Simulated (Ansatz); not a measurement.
**The HOMO–LUMO gap down a group: B to In**

One atom is swapped for its congeners: C6H3B `C#CB(C#C)C#C`; C6H3Al `C#[C][Al]([C]#C)[C]#C`; C6H3In `C#[C][In]([C]#C)[C]#C`. The Ga member is missing. All are singlets with charge 0.

Shapes, held fixed at every level: PBE0-D4/def2-TZVP. Programs: Ansatz 0.2.0. Values in eV.

```json
{"level": "SPW92/def2-TZVPP", "C6H3B": "3.14", "C6H3Al": "4.04", "C6H3In": "3.98"}
{"level": "PBE-D4/def2-TZVPP", "C6H3B": "3.21", "C6H3Al": "4.12", "C6H3In": "4.06"}
{"level": "B3LYP-D4/def2-TZVPP", "C6H3B": "4.81", "C6H3Al": "5.63", "C6H3In": "5.51"}
{"level": "BHLYP-D4/def2-TZVPP", "C6H3B": "7.25", "C6H3Al": "7.94", "C6H3In": "7.79"}
{"level": "PBE0-D4/def2-TZVPP", "C6H3B": "5.21", "C6H3Al": "6.09", "C6H3In": "6.02"}
{"level": "wB97M-V/def2-TZVPP", "C6H3B": "9.42", "C6H3Al": "10.11", "C6H3In": "9.98"}
{"level": "wB97X-V/def2-TZVPP", "C6H3B": "9.64", "C6H3Al": "10.41", "C6H3In": "10.29"}
```

At wB97X-V/def2-TZVPP the HOMO–LUMO gap isn't monotonic: it is largest for Al and smallest for B (10.41 and 9.64 eV). Every level shows the same order. For atoms past krypton def2 sets carry core potentials with scalar relativity. Orbital gaps aren't excitation energies, and the LUMO depends on the basis.

The main divide lies between boron and its two heavier congeners; the step from Al to In is much smaller, though it has the same sign in every row. All three centres are trivalent with a formally empty valence p orbital, so the contrast probably reflects how well that orbital conjugates with the ethynyl groups. Boron's compact 2p shell and short bonds to carbon favour overlap with the alkynyl π* orbitals, which gives a delocalised, stabilised LUMO. The more diffuse 3p and 5p shells overlap less well across longer, more polar bonds, leaving the π systems more nearly isolated and the gap wider.

The absolute gap is far less settled than the order: for the boron compound it runs from 3.14 to 9.64 eV, probably because nonlocal exchange separates occupied from virtual levels to differing degrees. The smaller gap of the boron compound doesn't make it the strongest Lewis acid of the three, since acceptor strength also depends on the energy of deforming the centre and on the bond formed with the donor.
